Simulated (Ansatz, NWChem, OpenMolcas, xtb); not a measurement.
## Ligand exchange: SiH3Br + CH3Br → SiH4 + CH2Br2

Species: SiH3Br `[SiH3]Br`, singlet; CH3Br (bromomethane) `CBr`, singlet; SiH4 (silane) `[SiH4]`, singlet; CH2Br2 (dibromomethane) `BrCBr`, singlet. The partners trade Br for H: Si–Br and C–H bonds give way to Si–H and C–Br.

Shapes, held fixed at every level: PBE0-D4/def2-TZVP. Programs: Ansatz 0.2.0, NWChem 7.3.0, OpenMolcas 26.06, xtb 6.7.1. A level may come from different programs for different species; with the same settings they agree closely. The zero-point and thermal change to 298 K, harmonic and unscaled (PBE0-D4/def2-TZVP), is -8.6 kJ/mol.

| level | kind | ΔH(298 K) (kJ/mol) | less CCSD(T)/def2-TZVPP |
| --- | --- | --- | --- |
| GFN1-xTB | semi-empirical | +193.5 | +47.7 |
| SPW92/def2-TZVPP | LDA | +139.7 | -6.1 |
| B3LYP/6-31G* (Cartesian functions) | global hybrid | +146.5 | +0.7 |
| PBE0-D4/def2-TZVPP | global hybrid | +150.5 | +4.7 |
| wB97M-V/def2-TZVPP | range-separated hybrid | +151.5 | +5.7 |
| wB97X-V/def2-TZVPP | range-separated hybrid | +149.7 | +3.9 |
| MP2/def2-SVP | perturbation theory | +150.1 | +4.3 |
| CCSD(T)/def2-TZVPP | coupled cluster or CI | +145.8 | 0.0 |

The highest level, CCSD(T)/def2-TZVPP, gives ΔH(298 K) = +145.8 kJ/mol; the levels span +139.7 to +193.5. The column of differences is taken from that level and isn't an error. No measured value is set beside it here. Relativity is left out for Br unless named. Correlated rows may include outer-core shells of Br, which these sets cover unevenly.

Passing bromine from silicon to carbon in exchange for hydrogen is strongly endothermic at every level, with CCSD(T) giving +145.8 kJ/mol, so the reverse exchange is the exothermic direction. The cause is the different preference of the two centres. Silicon is more electropositive than carbon, and its bond to bromine gains much from polarity, probably helped by some donation from bromine lone pairs into Si–H antibonding orbitals. Carbon binds hydrogen more strongly than bromine, so the reaction gives up the favoured partner on both sides.

The number of electron pairs is conserved but the bond types are not, which leaves the enthalpy sensitive to how each method balances Si–Br and C–H against Si–H and C–Br. That balance probably fails in the parametrisation of GFN1-xTB, the clear outlier at +193.5 kJ/mol. The other levels all lie within 6.1 kJ/mol of CCSD(T), but the near-coincidence of B3LYP in its small basis is no evidence of superior accuracy. The reaction enthalpy says nothing about the barrier to exchange in either direction.
